## Where the spin sits and where the nucleus feels it

Among the five tungsten atoms nearest to the manganese, W2 carries by far the largest magnetic moment, 0.07 μB. It also has the smallest hyperfine constant of the five, 9.8 MHz. W6, with a slightly negative moment, reaches 32.8 MHz. If the hyperfine constant measured how much spin an atom holds, W2 would have the largest constant of the five and W6 a negative one.

Ansatz 0.2.0, plane-wave PAW (soft datasets), spin-polarised PBE, scalar-relativistic, 420 eV cutoff, 4×3×2 k-point mesh. Neutral 36-atom WS2 supercell with one W replaced by Mn, ions relaxed. The isotropic constant A in H = A I·S is from the contact spin density alone, for one unpaired electron and with the atomic cores allowed to respond.

| atom | like atoms | distance from the defect (Å) | site moment (muB) | mass number | isotropic hyperfine constant (MHz) |
| --- | --- | --- | --- | --- | --- |
| Mn1 | 1 | 0.08 | 1.05 | 55 | -92.7 |
| S20 | 2 | 2.28 | -0.01 | 33 | 0.9 |
| S22 | 2 | 2.30 | -0.01 | 33 | 2.0 |
| S19 | 2 | 2.37 | -0.01 | 33 | 3.0 |
| W4 | 1 | 3.16 | -0.02 | 183 | 20.7 |
| W6 | 1 | 3.18 | -0.02 | 183 | 32.8 |
| W5 | 1 | 3.18 | 0.01 | 183 | 10.7 |
| W3 | 1 | 3.19 | -0.02 | 183 | 23.1 |
| W2 | 1 | 3.21 | 0.07 | 183 | 9.8 |
| S23 | 2 | 3.98 | -0.01 | 33 | -0.3 |
| S13 | 2 | 4.68 | 0.00 | 33 | 1.5 |
| S21 | 2 | 5.09 | 0.00 | 33 | -0.7 |
| S15 | 4 | 5.66 | 0.00 | 33 | -0.4 |
| S14 | 6 | 5.66 | 0.00 | 33 | -0.3 |
| W7 | 3 | 6.51 | 0.00 | 183 | -0.2 |
| W11 | 2 | 7.25 | 0.00 | 183 | -0.5 |

The isotropic hyperfine constant $A$ is the strength of the coupling $A\,\mathbf I\cdot\mathbf S$ between the nuclear spin $\mathbf I$ and the electron spin $\mathbf S$. It is what splits the lines in electron spin resonance, and so it serves as a fingerprint of a defect. The site moment counts the surplus of spin-up over spin-down electrons in a region around an atom. The constant $A$ depends on that surplus only at the nucleus itself. The ions were relaxed, with a soft set of PAW data, and the distances are those of the relaxed structure. The plane-wave cutoff was 420 eV, and no test shows how far the constants depend on it.

Two limiting cases show how far apart these quantities can be. An electron in an s orbital has its greatest density at the nucleus and couples to it directly, as in the hydrogen atom. An electron in a pure d orbital has no density there, so on its own it would give a full moment and $A = 0$. Real atoms mix these cases, and exchange adds an indirect part that can make $A$ negative.

Manganese is close to the d limit. Its moment of 1.05 μB is practically the whole net spin of the cell, and in a manganese ion such a moment belongs to the 3d shell. Site moments are net values, though: the absolute magnetisation of 1.70 μB means that the cell also holds about 0.35 μB of spin-down density, most of it cancelled within them. Yet $A$ is −92.7 MHz, neither zero nor positive. The standard explanation is core polarisation: exchange draws the spin-up electrons of the inner s shells slightly outwards, towards the 3d shell, and leaves a surplus of spin-down at the nucleus. Semilocal functionals such as the one used here underestimate this effect, so the true constant is probably larger in size.

To compare different elements, the nuclear magnet has to be divided out. Hydrogen supplies the scale. Its constant is about 1400 MHz, its nuclear g-factor about 5.6, and its electron density at the nucleus $1/\pi$ per cubic bohr. For one unpaired electron, an atom with nuclear g-factor $g_N$ and spin density $\rho$ at the nucleus therefore has

$$A \approx 1400\ \text{MHz}\times\frac{g_N}{5.6}\times\pi\rho = 250\pi\, g_N\,\rho\ \text{MHz}.$$

For W6, with a rough $g_N$ of 0.24 for tungsten, this gives

$$\rho \approx \frac{32.8}{250\pi\times 0.24} \approx 0.17\ \text{per cubic bohr}.$$

The same step for manganese, with $g_N$ about 1.4, gives −0.08. This is a change of units and not a prediction, but it alters the picture. The W6 nucleus feels about twice as much spin density as the manganese nucleus, with the opposite sign, although almost all the net spin sits on manganese.

The sulfur atoms bonded to manganese make the same point from the other side. They are closer than any tungsten, yet their constants average only 2 MHz, about a tenth of the tungsten mean. The nuclear magnets can't be the reason. With equal spin density at both nuclei, tungsten would show only 0.56 times the constant of sulfur, because its g-factor is smaller. The density at the tungsten nuclei must therefore be about 18 times larger.

Theory offers a reason for part of that factor. Close to the nucleus an s electron feels nearly the full nuclear charge, so a heavy atom tends to concentrate more s density there than a light one, and relativity strengthens the effect. A slight spin imbalance in the s shells of tungsten is thus magnified. For this reason the factor of 18 can't be read as the ratio of the spins that have reached the two elements. The magnification itself was not calculated. For valence s electrons it is probably only a factor of a few, which leaves part of the 18 unexplained. Spin–orbit coupling, which matters for tungsten, is missing from the calculation and could change the constants themselves.

W2 now looks less strange. Its moment is presumably mostly d-like, and a positive d moment should push the spin density at its own nucleus downwards, just as it does in manganese. If a positive contribution from s electrons reaches all five tungsten atoms, the one with the largest positive moment would lose more of it than the others. Atoms with a negative moment would gain. The table agrees in outline: W3, W4 and W6 have negative moments and the three largest constants. W5 fits less well: its moment is only 0.01 μB, yet its constant of 10.7 MHz is almost as small as that of W2.

This remains a suggestion. A least-squares straight line of $A$ against site moment through the five tungsten rows does slope downwards, but W2 largely fixes the slope. When each atom is predicted from the other four, the line misses by 13 MHz on average (root mean square), while their plain mean misses by 11 MHz. The moments thus hint at the direction of the effect and can't be used to predict a constant.

Distance orders the values no better. The five tungsten atoms lie within 0.05 Å of one another in distance from the defect site, yet their constants differ by a factor of more than three. Farther out, the listed tungsten atoms all fall below 1 MHz, but these belong to the neighbouring layer of the crystal. Between the two groups the spin has to cross a gap without chemical bonds, so the drop mixes the effect of distance with that of the missing bonds.

It is tempting to draw an inverse-cube curve through such data, since the field of a small magnet falls off in that way. That law belongs to the direction-dependent part of the coupling, which is not in the table. The isotropic part needs spin density at the nucleus, and this arrives through orbital overlap and exchange. Scaled from the near tungsten atoms, an inverse cube would give W7 about 2.3 MHz, where the calculation finds −0.2 MHz.

S13 errs in the opposite direction. Scaled from the nearest sulfur atoms, the inverse cube would give it 0.2 MHz, and the calculation gives 1.5 MHz, more than S23 has at a shorter distance. S13 lies straight above and below manganese, across the gap between the layers. An orbital lobe pointing along that line could carry spin to it, but this is a guess about a small value, and the functional tends to spread defect states too far.

What the table leaves open is why the five tungsten atoms differ so much. Around a single, undistorted manganese atom there would be six equivalent tungsten neighbours. Here the repeated cell is half as long again in one direction of the layer as in the other. These unequal sides make the neighbours differ even before manganese moves 0.08 Å off its site. Along the short side the periodic images of manganese are only 6.36 Å apart, and one tungsten atom lies midway between two of them. A wider cell with equal sides would show whether the spread from 9.8 to 32.8 MHz belongs to the defect or to its crowded surroundings.
